Note 1. Which ⟨u²⟩. Here ⟨u²⟩ is the mean-square displacement summed over three axes; the Debye-Waller parameter of a cubic crystal is B = (8π²/3)⟨u²⟩. Classically, 3N harmonic modes of N atoms of mass M give ⟨u²⟩ = (kT/NM) Σ ω_i⁻². A Debye spectrum has mean ω⁻² equal to 3/ω_D², so ⟨u²⟩ = 9ħ²T/(MkΘ²) with kΘ = ħω_D. The criterion ⟨u²⟩ = f²d², with d the nearest-neighbour distance and f constant, is Gilvarry's (1956) form of Lindemann's (1910) idea. A single-axis convention makes f smaller by √3.

Note 2. The smallest model. Take one atom in an isotropic harmonic well, three modes of frequency ω, in a cell of volume v = x v₀. Then ⟨u²⟩ = 3kT/(Mω²), which is the Debye result if ω = ω_D/√3. The classical free energy is F = E(v) + 3kT ln(ħω/kT). Assume ω = ω₀ exp[−γ₀(x − 1)], so that γ = −d ln ω/d ln v = γ₀x. The thermal pressure 3kTγ/v then equals bT with constant b = 3kγ₀/v₀. Choose E(v) so that the isotherm at T₀ has Murnaghan form:

P(x,T) = (K₀/K′)(x^(−K′) − 1) + b(T − T₀).

Hence K_T = K₀x^(−K′), and the volume expansion coefficient is α = b/K_T.

Note 3. The volume law. With d ∝ x^(1/3) the criterion gives T_m = f²d²Mω²/(3k) ∝ MΘ²v^(2/3), so

d ln T_m/d ln v = −g, g = 2(γ − 1/3).

In the model, with (x₁, T₁) the melting point at P = 0,

T_m(x) = T₁ (x/x₁)^(2/3) exp[−2γ₀(x − x₁)],

and P(x, T_m(x)) completes the melting curve in closed parametric form. The ratio f has dropped out.

Note 4. The step usually skipped. The melting line is no isotherm. Along it d ln v = −dP/K_T + α dT_m. Combining this with dT_m = −gT_m d ln v gives

dT_m/dP = gT_m/[K_T(1 + gαT_m)], or dP/dT_m = K_T/(gT_m) + αK_T.

This holds for any solid obeying Note 3, all quantities taken on the melting line. Dividing dP/dx by dT_m/dx in the model returns it exactly, with αK_T = b. The short form 2T_m(γ − 1/3)/K_T needs gαT_m ≪ 1.

Note 5. Inputs for Al. The compiled room-temperature C11 = 106.75 GPa and C12 = 60.41 GPa (Blaschke), here assumed adiabatic, give K_S = (C11 + 2C12)/3 = 75.86 GPa. The compiled linear expansion 23.1×10⁻⁶ K⁻¹ at T₀ = 293 K (Kaye and Laby Online) gives α₀ = 69.3×10⁻⁶ K⁻¹. The compiled Θ = 428 K (Wikipedia, temperature unstated) is assigned to v₀. Typical values taken as given: fcc lattice constant a = 405 pm, M = 26.98 u, T₁ = 933 K, K′ = 4.5. Then v₀ = a³/4 = 1.661×10⁻²⁹ m³. The Debye heat capacity at T₀ is c_V = 0.901 × 3k. From γ₀ = α₀K₀v₀/c_V and K_S = K₀(1 + α₀γ₀T₀) follows γ₀(1 + α₀T₀γ₀) = α₀K_Sv₀/c_V = 2.34, so γ₀ = 2.24 and K₀ = 72.6 GPa, carried forward as rounded. Thus b = 5.59 MPa/K.

Note 6. The solid at melting. Heating by 640 K adds a thermal pressure of 3.58 GPa. Setting P = 0 gives K_T = K₀ − K′b(T₁ − T₀) = 56.5 GPa and x₁ = (K₀/K_T)^(1/K′) = 1.0573. There γ = 2.37, g = 4.07, Θ = 376 K, d = (a/√2)x₁^(1/3) = 292 pm, ⟨u²⟩ = 1.07×10⁻²¹ m² and f = 0.112 (0.065 for a single axis). This f is fitted to T₁ and scales as 1/Θ; it predicts nothing.

Note 7. Three slopes at P = 0. The full law gives dP/dT_m = 14.9 + 5.6 = 20.5 MPa/K, that is 49 K/GPa. The short form with melting-point values gives 67 K/GPa, too large by the factor 1 + gαT_m = 1.38. The short form with the room-temperature γ₀ and K₀ gives 49 K/GPa again, by cancellation: the stiffer K₀ and smaller g offset the missing factor. The closed curve passes x = 1 at 1162 K and 4.9 GPa, a mean slope of 47 K/GPa, which the short form's 67 K/GPa cannot match.

Note 8. What the classical limit costs. Quantum motion multiplies ⟨u²⟩ by 1 + (Θ/T)²/36 to leading order, for the Debye spectrum and for the single frequency alike; at T₁ this adds 0.45 %. The Debye heat-capacity deficit between T₀ and T₁, at fixed Θ, removes the equivalent of 21 K from the 640 K of heating, about 3 %. Both are small beside the factor 1.38.

Note 9. Which γ. For several modes, differentiating Σ ω_i⁻² shows that g contains Σγ_iω_i⁻²/Σω_i⁻², weighted toward soft modes, whereas classical thermal pressure contains the plain mean of the γ_i. One frequency makes the two equal; a real crystal need not.

Note 10. How far to trust 49 K/GPa. It is the model's number. Taking K′ = 4 or 5 gives 48 or 50 K/GPa. Holding γ at γ₀, so that the thermal term becomes b(T − T₀)/x, gives 45 K/GPa. As typical knowledge, not a measurement, the initial slope for Al is about 60 to 80 K/GPa, so the model falls low by roughly 20 to 40 %. Constant f is a postulate, explicit anharmonicity and electronic terms are absent, and the true slope is the Clapeyron ratio Δv/Δs of the volume and entropy of melting, which involves a liquid that the model does not contain.